Memory window of a floating-body cell in partially depleted SOI: a wrong attempt and its repair

1. The cell and the conventions

A floating-body cell is an nMOS transistor on silicon-on-insulator whose p-type body has no contact. Extra holes in the body (state 1) lower the threshold voltage and a lack of holes (state 0) raises it. All potentials are referred to the grounded source. The gate is the word line (VG), the drain is the bit line (VD), Vb is the potential of the neutral body, and the window is ΔVT = VT(1) − VT(0), which is negative.

Material inputs, typical values at 300 K: ε(Si) = 11.7 ε0, ε(oxide) = 3.9 ε0, ni = 1.0×10¹⁰ cm⁻³, half gap 0.56 eV. Assumed cell: body doping N = 5×10¹⁷ cm⁻³, source and drain 10²⁰ cm⁻³, n+ polysilicon gate, gate oxide 6 nm, film 150 nm, gate length 300 nm, width W = 200 nm. Under the body lies a buried oxide of 25 nm on a heavily doped plate, held at a fixed voltage negative enough to keep the back interface accumulated, so that it acts as a linear capacitor.

Derived values, in the depletion approximation:
kT/q = 0.02585 V
2φF = 2(kT/q) ln(N/ni) = 0.917 V, junction built-in voltage Vbi = 1.054 V
VFB = −(0.56 V + φF) = −1.02 V
depletion width x = λ√ψ for band bending ψ, with λ = √(2ε/qN) = 50.86 nm/√V
K = qNλ = 4.074 fC/(µm² √V), Cox = 5.755 fF/µm², Cbox = 1.381 fF/µm²
γ = K/Cox = 0.708 √V, β = Cbox/K = 0.339 /√V

At Vb = 0 the gate depletes 48.7 nm at threshold and each junction depletes 52.2 nm sideways. The neutral body is therefore about ℓ = 200 nm long and h = 100 nm high, and these two lengths are held fixed below.

Assumed operations:
write 1: VG = 1.5 V, VD = +1.8 V. Impact ionisation supplies holes until the body-source diode drains them equally fast, at Vb = Vf.
write 0: VG = 1.5 V, VD = −1.5 V. Holes leave through the drain diode, and the pulse ends at Vb = VD + Vf.
hold: VG = −1.5 V, VD = 0.
read: VG at or above threshold, VD close to 0.
Vf = 0.70 V is assumed for both writes.

2. From body potential to threshold

At threshold ψ = 2φF − Vb at the source, so VT = VFB + 2φF + γ√(2φF − Vb). Its slope is dVT/dVb = −Cd/Cox with Cd = ε/x, which is −0.37 at Vb = 0.

Predict: the swing of Vb may be as large as 2φF. Which Cd belongs in ΔVT = −(Cd/Cox) ΔVb?

The two states have ΔVT = −qN(x0 − x1)/Cox, and x0² − x1² = (2ε/qN) ΔVb with ΔVb = Vb(1) − Vb(0). Dividing gives qN(x0 − x1) = ε ΔVb/x̄, where x̄ = (x0 + x1)/2. So

ΔVT = −(C̄d/Cox) ΔVb, C̄d = ε/x̄

holds for any swing within the depletion approximation. In a fully depleted film the analogue is ΔVT = −(Csi/Cox) Δψback, where a sheet of p holes per area at the back interface gives Δψback = qp/(Csi + Cbox). The static span between an inverted and an accumulated back interface is (Csi/Cox) 2φF (Lim and Fossum, 1983), although a deeply depleted 0 is not a static state and can lie outside it.

To count holes, let d be the hole deficit of the body in units of q0 = KℓW = 0.163 fC/√V. It sums the acceptor charge uncovered under the gate and at the two junction walls, less the holes drawn onto the plate capacitor. With s = √ψ, ⟨s⟩ its average along the channel, and h/ℓ = 1/2,

d = ⟨s⟩ + ½[√(Vbi − Vb) + √(Vbi + VD − Vb)] − βVb,

up to a constant fixed by the plate voltage. At read the inverted channel sits at 0 V, and

d = f(Vb) = √(2φF − Vb) + √(Vbi − Vb) − βVb.

3. The attempt, which is wrong

The following four lines reach a wrong answer. Try to find the faulty one before reading on.

A1. End of write 1: Vb = +0.70 V.
A2. End of write 0: Vb = −1.5 + 0.70 = −0.80 V.
A3. The body is isolated once the pulse ends, so it keeps these potentials through hold and read: ΔVb = 1.50 V.
A4. Then x1 = 23.7 nm, x0 = 66.6 nm, x̄ = 45.2 nm, C̄d/Cox = 0.398, and ΔVT = −0.60 V (wrong).

For retention the attempt takes f(0.70) = 0.8235 and f(−0.80) = 2.9432. The gap of 2.12 is a charge Q = 0.35 fC. With an illustrative generation current of 1 fA, the 0 would fill to the level of the 1 in t = Q/Igen = 0.35 s (wrong).

4. The symptom

Predict: in the attempt the held 1 has Vb = 0.70 V while source and drain are at 0 V. What do the two diodes do?

Both are forward biased by Vf. Each passes the hole current Iw that balanced impact ionisation during the write, say 10 nA as an illustrative value, and the supply is now off. With ideal diodes, C dVb/dt = −2 Iw exp[(Vb − Vf)q/kT]. For constant C the solution is Vb = Vf − (kT/q) ln(1 + t/τ) with τ = C(kT/q)/(2 Iw). In hold VG − VFB = −0.48 V lies below Vb, so the front surface is accumulated and the gate couples through the full oxide capacitance. In units of q0 the gate gives Cox/K = 1/γ = 1.41, the two junctions 1/(2√(Vbi − Vb)) = 0.84 at Vb = 0.70 V, and the plate 0.339. Hence C = 0.163 × 2.59 = 0.42 fF and τ = 0.55 ns. After 1 ms the body has lost 0.37 V. The attempt thus promises a third of a second of storage for a window whose upper state starts to collapse within a nanosecond.

A second symptom needs no numbers. The answer contains neither the word-line levels, nor the write-1 drain voltage, nor Cbox. Shift gate, source, drain and plate together by −1 V. No field changes, so the body must shift by −1 V as well. An isolated node that keeps its potential while its neighbours move breaks this elementary invariance.

5. The faulty line

A1, A2 and the formula in A4 are sound. A3 is at fault: an isolated node keeps its charge, not its potential. For small steps δVb = Σ Ci δVi / Σ Ci, with weights that add up to one. A3 is the limit in which the plate capacitance is infinite and takes all the weight.

Predict the weight of the drain at Vb = 0 with the channel inverted and VD small. Does the junction wall give all of it?

It does not. The inversion layer screens the gate, and the depletion capacitance under it ends on the channel, whose mean potential is VD/2. In units of q0 the capacitances are 0.522 for the channel, 0.244 for each junction and 0.339 for the plate, 1.348 in total. The drain holds one junction and half the channel, a weight of 0.374. Returning the bit line from −1.5 V to 0 should then lift the 0 by about 0.56 V, to near −0.24 V. The steps are too large for fixed capacitances, so the repair uses d itself.

6. The mended calculation

Either falling edge of the word line or return of the bit line lowers the forward bias at once, so d freezes at its value at the end of the write. We evaluate d there and solve f(Vb) = d. Four decimals are carried only because a difference is taken; results are quoted to two figures.

The write states need ⟨s⟩. At channel potential V the bending is ψ = 2φF + V − Vb, and the inversion charge is Qi = Cox(G − s² − γs) with G = VG − VFB − Vb. At constant mobility, current continuity gives dy ∝ Qi dV, and dV = 2s ds. Hence

⟨s⟩ = [G s³/3 − s⁵/5 − γ s⁴/4] / [G s²/2 − s⁴/4 − γ s³/3],

each bracket being the difference between the two ends of the channel.

Predict: in write 1, does the upper end follow the drain or the word line?

Write 1: G = 1.82 V, and ψ = 0.217 V at the source, s = 0.4658. Qi vanishes at s = 1.0407, that is at V = 0.866 V, below the drain voltage. The transistor is saturated and the word line sets the upper end. Then ⟨s⟩ = 0.6935, the junction term is 1.0313, the plate term is −0.2373, and d1 = 1.4875.

Write 0: G = 3.32 V, and ψ runs from 0.217 V at the drain to 1.717 V at the source, s = 1.3103. There Qi/Cox = 0.675 V is still positive, so the channel is continuous. Then ⟨s⟩ = 0.8717, the junction term is 0.9783, the plate term is +0.2712, and d0 = 2.1212.

Compare these with the deficits that A3 implied at read, 0.8235 and 2.9432. The attempt silently added 6.8×10² holes to the 1 and removed 8.4×10² from the 0 after the currents had stopped.

Solving f(Vb) = d:
state 1: Vb = +0.341 V, x1 = 38.6 nm
state 0: Vb = −0.104 V, x0 = 51.4 nm
ΔVb = 0.445 V, x̄ = 45.0 nm, C̄d/Cox = 0.400
ΔVT = −0.18 V

The 0 rose by 0.70 V, more than the linear estimate, because the capacitances on the drain side are enlarged while that side is forward biased. The 1 fell by 0.36 V. With ⟨s⟩ replaced by its source value the 1 would read at 0.48 V, so 0.22 V of the fall comes through the drain junction and 0.14 V through the channel potential that the word line had set up.

Predict: the word line now goes to −1.5 V for hold. Does the window change, and what happens to the symptom?

Without an inversion layer the gate couples directly to the body. The gate term follows from s² + γs = G with G = −0.48 V − Vb, and d = s + √(Vbi − Vb) − βVb is unchanged. The roots are Vb ≈ −0.5 V for the 1 and −0.9 V for the 0; one figure is kept because the 1 lies near flat band, where the depletion approximation is uncertain by a few kT/q. The word line has pulled the two states down by about 0.9 V and 0.8 V from their read values. The move is reversible and leaves the window at read untouched, but both states are now reverse biased and the forward leakage of section 4 is gone. Generation adds holes to both, which harms only the 0. The junctions of the held 0 deplete about 72 nm each of the 300 nm, so a neutral body survives.

The stored charge is Q = q0(d0 − d1) = 0.163 × 0.6337 = 0.10 fC, or 6.4×10² holes. At 1 fA the 0 reaches the hole count written for the 1 in t = Q/Igen = 0.10 s. A sense amplifier with a reference midway in charge fails at half that time.

7. Size of the error

ΔVb: 1.50 V in the attempt, 0.445 V mended.
|ΔVT|: 0.60 V against 0.18 V, too large by 0.42 V, a factor 3.4.
Q and t at equal Igen: too large by a factor 3.3.
C̄d/Cox: 0.398 against 0.400, so the whole error sits in ΔVb.

These are the model's numbers, and three of its choices deserve a size. Letting ℓ and h vary, by taking the neutral region as the rectangle left between the three depletion edges, gives 0.17 V. Velocity saturation, which matters at 300 nm, keeps more of the channel near the potential of its lower end. In the extreme where all of it sits there, the window becomes 0.25 V if this is applied to write 1 alone and 0.13 V if applied to both writes. The second figure of 0.18 V is therefore model dependent, but 0.60 V stays far outside the range. The plate matters most. With a 200 nm buried oxide β drops to 0.0424 /√V and the mended window to 0.07 V, while the attempt still returns 0.60 V.

The 25 nm oxide was chosen to bring the model near the windows of roughly 0.2 to 0.4 V that are typical of partially depleted floating-body cells; its 0.18 V lies at or a little under the low end of that range. Only the source and the plate keep a fixed voltage. Of the two, the plate anchors the body through a capacitance with no diode, and enlarging its share of the body capacitance is the direct way to win back the swing that the bit line and the word line take away.